# Klein–Gordon particle in a Coulomb field: wavefunctions, charge normalisation, virial relation

## 1. Premises and conventions

Units $\hbar=c=1$; energies in $m$ (i.e. $mc^2$), lengths in $1/m$ (i.e. $\hbar/mc$).

- **P1.** Spinless particle of mass $m$ and charge $-e$, minimally coupled to a static, infinitely heavy point charge $Ze$: $V=-\gamma/r$, $\gamma=Z\alpha>0$, no vector potential.
- **P2.** Field equation: $[(i\partial_t-V)^2+\nabla^2-m^2]\Psi=0$.
- **P3.** Bound state: $\Psi=\psi(\mathbf r)e^{-iEt}$, $|E|<m$, with $\int|\psi|^2$ and $\int|\nabla\psi|^2$ finite. The second condition is needed at the origin; Section 7 shows that it selects the limit of a small extended nucleus.

$E$ includes the rest energy. "Charge" is counted in units of the particle's own charge. $\langle X\rangle=\int\psi^*X\psi\,d^3r/\mathcal N$ with $\mathcal N=\int|\psi|^2d^3r$.

## 2. The conserved density

Put $\chi=(i\partial_t-V)\Psi$. Then P2 reads $i\partial_t\Psi=\chi+V\Psi$, $i\partial_t\chi=V\chi+(m^2-\nabla^2)\Psi$. With $V$ real the $V$ terms cancel in products:

$$i\partial_t(\Psi^*\chi)=-|\chi|^2+\Psi^*(m^2-\nabla^2)\Psi,\qquad i\partial_t(\Psi\chi^*)=|\chi|^2-\Psi(m^2-\nabla^2)\Psi^*.$$

The sum is $-\nabla\cdot(\Psi^*\nabla\Psi-\Psi\nabla\Psi^*)$. Hence $\partial_tj^0+\nabla\cdot\mathbf j=0$ with

$$j^0=\frac{\Psi^*\chi+\Psi\chi^*}{2m},\qquad \mathbf j=\frac{\Psi^*\nabla\Psi-\Psi\nabla\Psi^*}{2mi}.$$

The factor $1/2m$ is a convention, chosen so that $\mathbf j$ has the Schrödinger form and $j^0\to|\Psi|^2$ when $E-V\to m$. For a stationary state $\chi=(E-V)\Psi$, so

$$j^0=\frac{E-V}{m}|\psi|^2,\qquad Q=\int j^0\,d^3r.\tag{1}$$

One particle means $Q=1$, not $\mathcal N=1$.

*Orthogonality.* For two stationary states, multiply the equation for $\psi_b$ by $\psi_a^*$, subtract the conjugate equation for $\psi_a$ times $\psi_b$, integrate. The Laplacians give surface terms, which vanish (at the origin as $r^{2s+1}$ or faster, with $s>-\tfrac12$ from Section 3). Since $(E_b-V)^2-(E_a-V)^2=(E_b-E_a)(E_a+E_b-2V)$,

$$\int\psi_a^*(E_a+E_b-2V)\psi_b\,d^3r=0\quad(E_a\ne E_b).\tag{2}$$

The diagonal form of (2) is $2mQ$: (1) is the norm of the product in which the states are orthogonal.

## 3. Radial equation and behaviour at the origin

Set $\psi=R(r)Y_{lm_l}$, $\int|Y|^2d\Omega=1$, $u=rR$. Then $\nabla^2\psi=[u''/r-l(l+1)u/r^3]Y$, and $(E+\gamma/r)^2=E^2+2E\gamma/r+\gamma^2/r^2$ gives

$$u''+\Big[-\kappa^2+\frac{2E\gamma}{r}-\frac{l(l+1)-\gamma^2}{r^2}\Big]u=0,\qquad\kappa=\sqrt{m^2-E^2}>0.\tag{3}$$

With $\rho=2\kappa r$, divide by $4\kappa^2$:

$$\frac{d^2u}{d\rho^2}+\Big[-\frac14+\frac\nu\rho-\frac{s(s+1)}{\rho^2}\Big]u=0,\qquad\nu=\frac{\gamma E}{\kappa},\qquad s(s+1)=l(l+1)-\gamma^2.\tag{4}$$

At small $\rho$, $R\sim\rho^s$ with $s_\pm=-\tfrac12\pm\mu$, $\mu=\sqrt{(l+\tfrac12)^2-\gamma^2}$, real and nonzero for $\gamma<l+\tfrac12$.

*Choice of root.* Integrands near $r=0$: $|\psi|^2r^2\sim r^{2s+2}$, $|V||\psi|^2r^2\sim r^{2s+1}$, $|\nabla\psi|^2r^2\sim r^{2s}$. For $l=0$, $\mu<\tfrac12$ and $s_->-1$, so $\mathcal N$ and $Q$ converge for both roots: normalisability does not decide. The gradient integral needs $2s>-1$, true for $s_+$ and false for $s_-$ at every $l$. By P3,

$$s=-\tfrac12+\sqrt{(l+\tfrac12)^2-\gamma^2}.\tag{5}$$

For $l=0$, $-\tfrac12<s<0$: $R$ diverges weakly at the nucleus.

## 4. Polynomial solutions and spectrum

At large $\rho$, (4) gives $u\sim e^{\pm\rho/2}$ up to powers. Write $u=\rho^{s+1}e^{-\rho/2}w$. Then

$$u''=\rho^{s+1}e^{-\rho/2}\Big[w''+\Big(\frac{2s+2}{\rho}-1\Big)w'+\Big(\frac{s(s+1)}{\rho^2}-\frac{s+1}\rho+\frac14\Big)w\Big],$$

and (4) becomes

$$\rho w''+(a+1-\rho)w'+(\nu-s-1)w=0,\qquad a=2s+1=2\mu.\tag{6}$$

The power series $w=\sum c_k\rho^k$ obeys $c_{k+1}=c_k\,(k+s+1-\nu)/[(k+1)(k+a+1)]$. If it does not end, $c_{k+1}/c_k\to1/k$, $w$ grows as $e^\rho$ times a power and $u$ as $e^{+\rho/2}$, against P3. It ends at degree $n_r$ if and only if

$$\nu=n_r+s+1=n_r+\tfrac12+\mu,\qquad n_r=0,1,2,\dots\tag{7}$$

Since $\nu>0$ and $\kappa>0$, (4) forces $E>0$; then $E-V>0$ everywhere and $j^0\ge0$. Squaring $\kappa=\gamma E/\nu$ gives $m^2-E^2=\gamma^2E^2/\nu^2$:

$$E=\frac{m}{\sqrt{1+\gamma^2/\nu^2}},\qquad\kappa=\frac{\gamma E}\nu.\tag{8}$$

The principal quantum number is $n=n_r+l+1$, and $\nu\to n$ as $\gamma\to0$.

*The polynomial.* Define (Rodrigues form, $n_r\equiv p$) $L_p^{(a)}=\frac{1}{p!}\rho^{-a}e^{\rho}\,\partial_\rho^{\,p}(\rho^{p+a}e^{-\rho})$. The Leibniz rule gives

$$L_p^{(a)}=\sum_{k=0}^p\frac{(-1)^k\,\Gamma(p+a+1)}{k!\,(p-k)!\,\Gamma(k+a+1)}\rho^k,$$

whose coefficient ratio $(k-p)/[(k+1)(k+a+1)]$ is that of the recursion with (7). So $w$ is this generalised Laguerre polynomial and, since $R=u/r\propto u/\rho$,

$$R=N\rho^s e^{-\rho/2}L_{n_r}^{(2s+1)}(\rho),\qquad\rho=2\kappa r.\tag{9}$$

This is the hydrogenic form with $l\to s$, $n\to\nu$ and Bohr radius $1/\gamma E$ in place of $1/\gamma m$.

## 5. Radial integrals and charge normalisation

For a polynomial $P$, insert the Rodrigues form and integrate by parts $p$ times; the boundary terms carry at least $\rho^{a+1}e^{-\rho}$ and vanish:

$$\int_0^\infty\rho^ae^{-\rho}L_p^{(a)}P\,d\rho=\frac{(-1)^p}{p!}\int_0^\infty\rho^{p+a}e^{-\rho}P^{(p)}d\rho.$$

The two highest terms of $L_p^{(a)}$ are $(-1)^p[\rho^p/p!-(p+a)\rho^{p-1}/(p-1)!]$ (the second absent for $p=0$).

- $P=L$: $P^{(p)}=(-1)^p$, so $J_0\equiv\int\rho^ae^{-\rho}L^2=\Gamma(p+a+1)/p!$.
- $P=\rho L$: $P^{(p)}=(-1)^p[(p+1)\rho-p(p+a)]$, so $J_1\equiv\int\rho^{a+1}e^{-\rho}L^2=J_0[(p+1)(p+a+1)-p(p+a)]=(2p+a+1)J_0=2\nu J_0$.

With $r^2dr=\rho^2d\rho/(2\kappa)^3$ and $2s+2=a+1$:

$$\mathcal N=\frac{N^2J_1}{(2\kappa)^3},\qquad\Big\langle\frac1r\Big\rangle=2\kappa\frac{J_0}{J_1}=\frac\kappa\nu,\qquad\langle V\rangle=-\frac{\gamma\kappa}\nu=-\frac{\gamma^2E}{\nu^2}.\tag{10}$$

Then, by (8), $\langle E-V\rangle=E(1+\gamma^2/\nu^2)=E\cdot m^2/E^2$:

$$\int(E-V)|\psi|^2d^3r=\frac{m^2}{E}\int|\psi|^2d^3r.\tag{11}$$

From (1), $Q=(m/E)\mathcal N$. Unit charge requires

$$\int|\psi|^2d^3r=\frac Em,\qquad N^2=\frac Em\,\frac{(2\kappa)^3\,n_r!}{2\nu\,\Gamma(n_r+2s+2)}.\tag{12}$$

Remarks.

- $\mathcal N<1$ for every bound state; a state scaled to $\mathcal N=1$ carries charge $m/E>1$.
- Of the unit charge, the term $E|\psi|^2/m$ supplies $E^2/m^2$ and the term $-V|\psi|^2/m$ supplies $\kappa^2/m^2$.
- In the field-theory convention without $1/2m$, $j^0=2(E-V)|\psi|^2$, and unit charge needs $\mathcal N=E/2m^2$. Relation (11) is independent of this choice.

## 6. The same result as a virial relation

Relation (11) needs only the $1/r$ form of $V$. At fixed $E$ define

$$F[\phi]=\int\big[|\nabla\phi|^2+(m^2-(E-V)^2)|\phi|^2\big]d^3r.$$

All terms converge for $\phi\sim r^s$, $s>-\tfrac12$. Integration by parts gives $\delta F=2\,\mathrm{Re}\int\delta\phi^*[-\nabla^2+m^2-(E-V)^2]\phi$ plus a surface term at small $r$ of order $r^2\,\delta R\,R'\sim r^{2s+1}\to0$ for variations $\delta R\sim r^s$. So at the solution (i) $\delta F=0$, and (ii) $F[\psi]=0$ by the same integration by parts with $\psi$ in place of $\delta\phi$.

Take $\phi_\lambda(\mathbf r)=\lambda^{3/2}\psi(\lambda\mathbf r)$, for which $\delta\phi=(\tfrac32+r\partial_r)\psi\,\delta\lambda\sim r^s$. Changing variables, $\mathcal N$ is unchanged, $\langle p^2\rangle\equiv\int|\nabla\psi|^2/\mathcal N$ scales as $\lambda^2$, and $V(r)\to V(r/\lambda)$. Setting $dF/d\lambda=0$ at $\lambda=1$, with $\partial_\lambda[-(E-V(r/\lambda))^2]=-2(E-V)\,rV'$:

$$\langle p^2\rangle=\langle(E-V)\,rV'\rangle.\tag{13}$$

This holds for any central $V$ with vanishing surface terms, and tends to $\langle p^2/m\rangle=\langle rV'\rangle$ when $E-V\to m$. For the Coulomb field $rV'=-V$, so $\langle p^2\rangle=-\langle(E-V)V\rangle$. Statement (ii) is $\langle p^2\rangle+m^2=\langle(E-V)^2\rangle$. Eliminate $\langle p^2\rangle$:

$$m^2=\langle(E-V)^2\rangle+\langle(E-V)V\rangle=E\,\langle E-V\rangle,$$

which is (11). Equivalently $\langle V\rangle=-\kappa^2/E$; writing $\kappa^2=(m-E)(m+E)$ gives $\langle V\rangle\to-2(m-E)$, the Schrödinger virial theorem, as $E\to m$.

*Cross-check (Hellmann–Feynman).* Differentiate $F=0$ along the family of solutions in $m$; by (i) the change of $\psi$ drops out ($s$ does not depend on $m$): $2m-2\langle E-V\rangle\,dE/dm=0$. The point Coulomb problem has no scale but $m$, so $dE/dm=E/m$, and (11) follows again.

## 7. Range of validity

1. **Coupling.** $\gamma<l+\tfrac12$; for s states $Z<1/2\alpha=68.5$. At $\gamma=l+\tfrac12$ the integrals $\langle p^2\rangle$ and $\langle V^2\rangle$ diverge; beyond it $R\sim r^{-1/2\pm i|\mu|}$ oscillates without end and the point-charge problem defines no spectrum.
2. **Pure Coulomb field.** (9)–(12) need $V\propto1/r$. With screening or a finite nucleus only (1), (2) and (13) survive.
3. **One particle, external field.** Recoil is of relative order $m/M$; radiative corrections carry an extra factor $\alpha$. Both are left out.
4. **Spin.** For a real electron the model omits a term of the same order as the relativistic correction itself. For 1s, (8) expands as $E/m=1-\tfrac12\gamma^2-\tfrac58\gamma^4+\dots$, while the Dirac point-nucleus value $\sqrt{1-\gamma^2}$ gives $1-\tfrac12\gamma^2-\tfrac18\gamma^4+\dots$.
5. **Nuclear size, $l=0$.** Model: a charged shell of radius $r_N$, $V=-\gamma/r_N$ inside, with $mr_N\ll\gamma$. Inside, the regular solution is $\sin kr$, $k^2=(E+\gamma/r_N)^2-m^2\approx\gamma^2/r_N^2$, so $r\tilde u'/\tilde u=\Lambda=\gamma\cot\gamma$ at $r_N$. Just outside, $\tilde u=A[r^{1/2+\mu}+b\,r_N^{2\mu}r^{1/2-\mu}]$; matching gives
$$b=\frac{\tfrac12+\mu-\Lambda}{\Lambda-\tfrac12+\mu}.$$
The admixture of $s_-$ relative to $s_+$ is $b(r_N/r)^{2\mu}\to0$ as $r_N\to0$, which justifies P3. For the shift, let $u=Ar^{1/2+\mu}$ near the origin be the point solution with $Q=1$. From (3), $(u\tilde u'-\tilde uu')'=-\delta E\,(E+\tilde E-2V)u\tilde u$ for $r>r_N$. Integrate from $r_N$ to $\infty$; the integral of $(E+\tilde E-2V)u\tilde u$ is $2mQ=2m$ to leading order, and $(u\tilde u'-\tilde uu')_{r_N}=-2\mu bA^2r_N^{2\mu}$. For 1s, $A^2=N^2(2\kappa)^{2\mu-1}$:
$$\delta E\simeq-\frac{\mu bN^2}{2\kappa m}(2\kappa r_N)^{2\mu},\tag{14}$$
with relative corrections of order $mr_N/\gamma$ and $(2\kappa r_N)^{2\mu}$. The power $2\mu<1$ makes the shift large.

## 8. Illustration: spinless electron, 1s, $Z=50$

For $n_r=l=0$: $L=1$, $\nu=\tfrac12+\mu$, $\nu^2=\tfrac14+\mu+\mu^2=\nu-\gamma^2$. Hence $\nu^2+\gamma^2=\nu$ and

$$\frac Em=\sqrt\nu,\qquad\frac\kappa m=\sqrt{1-\nu},\qquad N^2=\frac Em\frac{(2\kappa)^3}{\Gamma(2\nu+1)},\qquad R=N\rho^{\nu-1}e^{-\rho/2}.$$

Moments follow from $\langle\rho^q\rangle=\Gamma(2\nu+1+q)/\Gamma(2\nu+1)$: $\langle r\rangle=(2\nu+1)/2\kappa$ and $\langle V^2\rangle=4\gamma^2\kappa^2/[2\nu(2\nu-1)]=\gamma^2\kappa^2/\nu\mu$. The charge-weighted radius, from (1) and (12), is $\langle r\rangle_Q=\int rj^0d^3r=(E/m^2)(E\langle r\rangle+\gamma)$.

Inputs: $\alpha=1/137.036$, $mc^2=510.999$ keV, $\hbar/mc=386.159$ fm.

| quantity | value |
|---|---|
| $\gamma$, $\gamma^2$ | 0.364868, 0.133128 |
| $\mu$, $s$, $\nu$ | 0.341865, −0.158135, 0.841865 |
| $E/m=\int\lvert\psi\rvert^2$ at $Q=1$ | 0.917532 |
| $\langle E-V\rangle/m=m/E$ | 1.089880 |
| $\kappa/m$; $1/\kappa$ | 0.397662; 971.1 fm |
| $\Gamma(2\nu+1)$ | 1.52488 |
| $N^2/m^3$; $N/m^{3/2}$ | 0.3027; 0.5502 |
| $\langle V\rangle$ | $-0.172348\,m$ = −88.07 keV |
| $\langle V^2\rangle/m^2$; $\langle p^2\rangle/m^2$ | 0.0731; 0.2313 |
| $\langle r\rangle$; $\langle r\rangle_Q$ | 1303 fm; 1226 fm |
| binding $m-E$ | 42.14 keV |

Virial balance: $E-\langle V\rangle=0.917532+0.172348=1.089880$ in units of $m$, equal to $m^2/E$; $\langle p^2\rangle=\langle V^2\rangle-E\langle V\rangle$ by (13). The potential term carries the fraction $\kappa^2/m^2=1-\nu=0.158$ of the charge and sits closer in, so the charge radius lies 5.9 per cent below the $|\psi|^2$ radius.

Size of what is left out. Nuclear size, with $r_N=4.7$ fm as an approximate radius for tin: $\Lambda=0.9552$, $b=-0.1422$, $(2\kappa r_N)^{2\mu}=0.042$, $mr_N/\gamma=0.033$, and (14) gives $\delta E\approx+0.4$ keV, about 1 per cent of the binding. The figures in the table are therefore those of the point-nucleus model; with the shell nucleus the binding is 42 keV to two figures. Spin: the point-nucleus binding is $\gamma^2m/2=34.01$ keV in the Schrödinger equation and $m(1-\sqrt{1-\gamma^2})=35.23$ keV in the Dirac equation. The spinless model binds 6.91 keV, or 20 per cent, more strongly than the Dirac equation. The 42.14 keV and the norm 0.917532 are the model's numbers, not those of hydrogen-like tin.